**Valence and core 4p orbitals of Ga–Kr and In–Xe: forecast from a 5p template**

The table holds the 4p orbital energy, <r> and <1/r> of the neutral atoms Ga–Kr and In–Xe from non-relativistic, configuration-averaged Hartree-Fock at the basis limit (B-spline radial code, point nucleus). The program converts these to hydrogenic n = 4 charges, draws up an energy budget for the core 4p level from Sb to I, and forecasts the withheld rows Ga–Se from Br and Kr by two maps of the 5p energies and F0(5p,5p) integrals of In–Xe. Charges from size rise by about one per element in the core and far exceed those from energy. All twelve forecasts fall inside their judged bars, within 0.8% of the computed values, largely because the two maps err in opposite directions in every case but <1/r> of Se. A hydrogenic charge linear in Z through Br and Kr misses Ga by +12.5% in binding energy and −8.2% in radius.

Neutral atoms of the 4p block (Ga to Kr) and the 5p block (In to Xe), computed with B-spline radial code 1 using non-relativistic Hartree-Fock at the basis-set limit. The atoms are spherical, with a point nucleus and energies averaged over the configuration.

## Numerical check

```python
# Table: 4p orbital energy (eV), <r>, <1/r> of Ga-Kr and In-Xe; B-spline radial code, non-relativistic
# Hartree-Fock, configuration average. Tested: hydrogenic charges from energy and size; forecast of
# withheld valence 4p rows from Br, Kr with the 5p row as template, against a linear screened charge.
T = {
    'ion': ['Ga', 'Ge', 'As', 'Se', 'Br', 'Kr', 'In', 'Sn', 'Sb', 'Te', 'I', 'Xe'],
    'Z': [31, 32, 33, 34, 35, 36, 49, 50, 51, 52, 53, 54],
    'configuration': ['[Ar] 3d10 4s2 4p1', '[Ar] 3d10 4s2 4p2', '[Ar] 3d10 4s2 4p3', '[Ar] 3d10 4s2 4p4', '[Ar] 3d10 4s2 4p5', '[Ar] 3d10 4s2 4p6', '[Kr] 4d10 5s2 5p1', '[Kr] 4d10 5s2 5p2', '[Kr] 4d10 5s2 5p3', '[Kr] 4d10 5s2 5p4', '[Kr] 4d10 5s2 5p5', '[Kr] 4d10 5s2 5p6'],
    'energy': [-5.67356, -7.32879, -8.98346, -10.6806, -12.4379, -14.2638, -95.4362, -108.126, -121.26, -134.861, -148.938, -163.495],  # eV
    'mean_radius': [3.4243, 2.9039, 2.5611, 2.3089, 2.1116, 1.9516, 0.93985, 0.90219, 0.86734, 0.83512, 0.80527, 0.77702],  # bohr
    'mean_inverse_r': [0.37213, 0.44153, 0.50357, 0.56153, 0.61684, 0.66922, 1.4297, 1.4913, 1.5534, 1.6157, 1.6781, 1.7415],  # 1/bohr
}
HELD = [0, 1, 2, 3]  # rows withheld from the fit
import numpy as np
from scipy.constants import physical_constants as pc
Ha = pc['Hartree energy in eV'][0]; cm = 100*pc['inverse meter-electron volt relationship'][0]
ion, Z = T['ion'], T['Z']; ix = {s: i for i, s in enumerate(ion)}
E = -np.array(T['energy'], float); R = np.array(T['mean_radius'], float); V = np.array(T['mean_inverse_r'], float)
ZE, ZR, ZV = np.sqrt(32*E/Ha), 23/R, 16*V
known = [i for i in range(len(ion)) if i not in HELD]; core = [i for i in known if Z[i] > 48]
b, k, sb, te, io = (ix[s] for s in ('Br', 'Kr', 'Sb', 'Te', 'I'))
# typed from further outputs of the same runs (In..Xe): -eps(5p), F0(5p,5p) in eV
E5 = np.array([5.368353, 6.764284, 8.142926, 9.540066, 10.9711, 12.4435])
F5 = np.array([6.531399, 7.503263, 8.346188, 9.115552, 9.836585, 10.52154])
# same source: F0(4p,4p) Br, Kr; <r>(5p) Sb, I; sum N<1/r> over 5s, 5p for Sb, I
FR = np.array([11.6823*R[b], 12.63511*R[k], F5[2]*2.951883, F5[4]*2.50175])
out = np.array([2*0.5332516 + 3*0.4288691, 2*0.6110705 + 5*0.510299])*Ha
f = lambda a, d=3: ' '.join(f'{x:.{d}f}' for x in a)
print('rounding floor: eps 5e-5 to 5e-4 eV, <r> 5e-6 to 5e-5 bohr, <1/r> 5e-6 to 5e-5 /bohr')
print('hydrogenic n=4 charges: Z(eps) Z(<r>) Z(<1/r>), <r><1/r> (hydrogenic 1.4375)')
for i in known:
    print(f'{ion[i]}: {ZE[i]:.2f} {ZR[i]:.2f} {ZV[i]:.2f} {R[i]*V[i]:.4f}')
print('Br->Kr steps: -eps, Z(eps), Z(r), Z(1/r):', f([E[k]-E[b], ZE[k]-ZE[b], ZR[k]-ZR[b], ZV[k]-ZV[b]]))
print('core steps -eps(4p) eV:', f(np.diff(E[core]), 2), '| -eps(5p):', f(np.diff(E5)))
print('core steps Z(eps):', f(np.diff(ZE[core]), 2), '| Z(r):', f(np.diff(ZR[core]), 2))
dV = np.diff(V[core])
print('core steps <1/r>:', f(dV, 4), f'| last over previous +{100*(dV[-1]/dV[-2]-1):.1f}%')
nuc = (V[sb] + 2*V[te] + V[io])/4*Ha; obs = (E[io]-E[sb])/2; o5 = (out[1]-out[0])/2
print(f'Sb->I per element eV: nucleus {nuc:.1f}, observed {obs:.1f}, 5s5p bound {o5:.1f}, rest {nuc-obs-o5:.1f}')
print('F0*<r> eV bohr, Br Kr Sb(5p) I(5p):', f(FR, 2), f'spread {100*np.ptp(FR)/FR.mean():.2f}%')
print('steps F0(5p,5p) eV:', f(np.diff(F5)))
print('ratios Br/I, Kr/Xe of eps:', f([E[b]/E5[4], E[k]/E5[5]], 4))
s = np.sqrt(E5)
print(f'rival back-test In 5p: -eps {(5*s[4]-4*s[5])**2:.2f} vs {E5[0]:.2f}; F0 {5*F5[4]-4*F5[5]:.2f} vs {F5[0]:.2f} eV')
assert all(ZE[i] < ZV[i] < ZR[i] for i in known)
assert all(0.9 < x < 1.1 for x in np.diff(ZR[core]))
assert np.ptp(FR)/FR.mean() < 0.01
assert dV[-1] - dV[-2] > dV[-2] - dV[-3]
def pred(y, t, q):
    a = y[b] + (y[k]-y[b])/(t[5]-t[4])*(t[q-1]-t[4])
    r5, r6 = y[b]/t[4], y[k]/t[5]
    c = (r5 + (r6-r5)*(q-5))*t[q-1]
    m = (a+c)/2
    return a, c, m, abs(a-c)/2 + 0.03*abs(m-y[b])
print('row: affine, ratio, forecast +- bar | computed, miss (forecast-computed), miss/bar | rival, miss')
for name, y, t in (('-eps eV', E, E5), ('<r> bohr', 1/R, F5), ('<1/r> /bohr', V, F5)):
    for i in HELD:
        q = Z[i] - 30; a, c, m, u = pred(y, t, q); true = y[i]
        g = np.sqrt(y) if y is E else y
        riv = g[b] + (g[k]-g[b])*(q-5)
        if y is E: riv = riv**2
        if name.startswith('<r>'): a, c, u, m, riv, true = 1/a, 1/c, u/m**2, 1/m, 1/riv, 1/true
        print(f'{ion[i]} {name}: {a:.3f} {c:.3f} {m:.3f}+-{u:.3f} | {true:.4f} {m-true:+.4f} '
              f'({100*(m/true-1):+.1f}%) {(m-true)/u:+.2f} | {riv:.3f} {100*(riv/true-1):+.1f}%')
row = [i for i in range(len(ion)) if Z[i] < 37]
print('revealed Ga..Kr steps -eps eV:', f(np.diff(E[row])), '| ratio to 5p step:', f(np.diff(E[row])/np.diff(E5), 2))
print('steps 1/<r>:', f(np.diff(1/R[row]), 4), '| <1/r>:', f(np.diff(V[row]), 4))
print('Z(eps):', f(ZE[row], 2), '| Z(r):', f(ZR[row], 2))
print('Z(1/r):', f(ZV[row], 2), '| steps Z(r):', f(np.diff(ZR[row]), 2))
print('eps(4p)/eps(5p):', f(E[row]/E5), '| <r><1/r>:', f((R*V)[row]))
# further outputs: total-energy-difference and measured ionisation energies (eV), zeta(4p) in 1/cm
for n, d, x in (('Br', 11.56489, 11.81381), ('Kr', 13.26782, 13.99961)):
    print(f'{n}: -eps minus energy difference {E[ix[n]]-d:.2f} eV, -eps minus measured {E[ix[n]]-x:+.2f} eV')
print('3 zeta/2 of 4p, eV, Kr Sb I:', f(1.5*cm*np.array([2912.547, 39714.86, 50752.17]), 2))
```

Printed output:

```
rounding floor: eps 5e-5 to 5e-4 eV, <r> 5e-6 to 5e-5 bohr, <1/r> 5e-6 to 5e-5 /bohr
hydrogenic n=4 charges: Z(eps) Z(<r>) Z(<1/r>), <r><1/r> (hydrogenic 1.4375)
Br: 3.82 10.89 9.87 1.3025
Kr: 4.10 11.79 10.71 1.3060
In: 10.59 24.47 22.88 1.3437
Sn: 11.28 25.49 23.86 1.3454
Sb: 11.94 26.52 24.85 1.3473
Te: 12.59 27.54 25.85 1.3493
I: 13.23 28.56 26.85 1.3513
Xe: 13.87 29.60 27.86 1.3532
Br->Kr steps: -eps, Z(eps), Z(r), Z(1/r): 1.826 0.271 0.893 0.838
core steps -eps(4p) eV: 12.69 13.13 13.60 14.08 14.56 | -eps(5p): 1.396 1.379 1.397 1.431 1.472
core steps Z(eps): 0.68 0.67 0.65 0.64 0.63 | Z(r): 1.02 1.02 1.02 1.02 1.04
core steps <1/r>: 0.0616 0.0621 0.0623 0.0624 0.0634 | last over previous +1.6%
Sb->I per element eV: nucleus 44.0, observed 13.8, 5s5p bound 19.3, rest 10.8
F0*<r> eV bohr, Br Kr Sb(5p) I(5p): 24.67 24.66 24.64 24.61 spread 0.24%
steps F0(5p,5p) eV: 0.972 0.843 0.769 0.721 0.685
ratios Br/I, Kr/Xe of eps: 1.1337 1.1463
rival back-test In 5p: -eps 6.01 vs 5.37; F0 7.10 vs 6.53 eV
row: affine, ratio, forecast +- bar | computed, miss (forecast-computed), miss/bar | rival, miss
Ga -eps eV: 5.490 5.816 5.653+-0.366 | 5.6736 -0.0207 (-0.4%) -0.06 | 6.384 +12.5%
Ge -eps eV: 7.221 7.413 7.317+-0.250 | 7.3288 -0.0116 (-0.2%) -0.05 | 7.710 +5.2%
As -eps eV: 8.931 9.027 8.979+-0.152 | 8.9835 -0.0048 (-0.1%) -0.03 | 9.161 +2.0%
Se -eps eV: 10.663 10.695 10.679+-0.069 | 10.6806 -0.0012 (-0.0%) -0.02 | 10.737 +0.5%
Ga <r> bohr: 3.494 3.334 3.412+-0.143 | 3.4243 -0.0122 (-0.4%) -0.09 | 3.142 -8.2%
Ge <r> bohr: 2.930 2.868 2.898+-0.064 | 2.9039 -0.0055 (-0.2%) -0.09 | 2.800 -3.6%
As <r> bohr: 2.570 2.548 2.559+-0.028 | 2.5611 -0.0024 (-0.1%) -0.09 | 2.526 -1.4%
Se <r> bohr: 2.311 2.305 2.308+-0.009 | 2.3089 -0.0008 (-0.0%) -0.08 | 2.300 -0.4%
Ga <1/r> /bohr: 0.364 0.386 0.375+-0.018 | 0.3721 +0.0030 (+0.8%) +0.16 | 0.407 +9.5%
Ge <1/r> /bohr: 0.438 0.450 0.444+-0.011 | 0.4415 +0.0028 (+0.6%) +0.26 | 0.460 +4.1%
As <1/r> /bohr: 0.503 0.508 0.506+-0.006 | 0.5036 +0.0021 (+0.4%) +0.34 | 0.512 +1.7%
Se <1/r> /bohr: 0.562 0.563 0.563+-0.003 | 0.5615 +0.0010 (+0.2%) +0.42 | 0.564 +0.5%
revealed Ga..Kr steps -eps eV: 1.655 1.655 1.697 1.757 1.826 | ratio to 5p step: 1.19 1.20 1.21 1.23 1.24
steps 1/<r>: 0.0523 0.0461 0.0426 0.0405 0.0388 | <1/r>: 0.0694 0.0620 0.0580 0.0553 0.0524
Z(eps): 2.58 2.94 3.25 3.54 3.82 4.10 | Z(r): 6.72 7.92 8.98 9.96 10.89 11.79
Z(1/r): 5.95 7.06 8.06 8.98 9.87 10.71 | steps Z(r): 1.20 1.06 0.98 0.93 0.89
eps(4p)/eps(5p): 1.057 1.083 1.103 1.120 1.134 1.146 | <r><1/r>: 1.274 1.282 1.290 1.297 1.303 1.306
Br: -eps minus energy difference 0.87 eV, -eps minus measured +0.62 eV
Kr: -eps minus energy difference 1.00 eV, -eps minus measured +0.26 eV
3 zeta/2 of 4p, eV, Kr Sb I: 0.54 7.39 9.44
```
